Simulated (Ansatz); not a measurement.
# SrMn₂As₂: energy above lowest point against volume scale

Free energy against uniform scaling of the volume at fixed shape and fractions; periodic cell, basis, potentials, k mesh and filling as listed. The results are calculated, by Ansatz 0.2.0.

The cell before it is scaled or strained (space group P-3m1, No. 164):
```
CELL_PARAMETERS angstrom
4.08990 0.00000 0.00000
-2.04490 3.54190 0.00000
0.00000 0.00000 7.37590
ATOMIC_POSITIONS crystal
Sr 0.00000 0.00000 0.00000
Mn 0.66667 0.33333 0.38768
Mn 0.33333 0.66667 0.61232
As 0.66667 0.33333 0.71796
As 0.33333 0.66667 0.28204
```

Settings of every row: functional PBEsol; dispersion none; potentials PAW; wave cutoff 500 eV; density cutoff 2000 eV; k mesh 8x8x4; k shift 0x0x0; occupations cold; smearing width 0.1 eV; spin collinear.

Limits: a known weakness of the program can leave such a cell on a higher state; coarse k mesh, up to 40 meV an atom off; minimum outside the range; state may not be the lowest; the cell comes from a prototype or a list of computed structures and needn't be the stable phase.

| row | volume scale | V (Å³/atom) | energy above lowest point (meV/atom) |
| --- | --- | --- | --- |
| 1 | 0.9406 | 20.1 | 0 |
| 2 | 0.9703 | 20.735 | ? |
| 3 | 1 | 21.369 | 29.9 |
| 4 | 1.0297 | 22.004 | 51.8 |
| 5 | 1.0594 | 22.639 | 75.3 |

Question: what energy above lowest point should row 2 give?

Worked fit of energy above lowest point. Take u = (V_r/V)^(2/3) − 1 with V_r = 21.687 Å³ an atom, which is twice the finite (Eulerian) strain; such expansions in the strain, on which the Birch-Murnaghan equation of state is built, carry the rest volume and the bulk modulus. The shown rows have u = 0.05197, 0.0099, -0.00963, -0.02823. Least squares give energy above lowest point = 40.37 − 1080 × u + 5814 × u² meV/atom; a straight line predicts inner rows, each left out in turn, worse (root mean square 5.8 against 1 meV/atom). The rows lie off it by 0.1, -0.3, 0.5, -0.2 (root mean square 0.31 meV/atom). The withheld row has u = 0.03038, so the fit gives 40.37 − 1080 × (0.03038) + 5814 × (0.03038)² = 12.9 meV/atom.

The calculation gave 11.4 meV/atom. The fit lies 1.5 meV/atom (13 % of the value, 2 % of the column's range) above it; its largest miss of a shown row is 0.5 meV/atom.
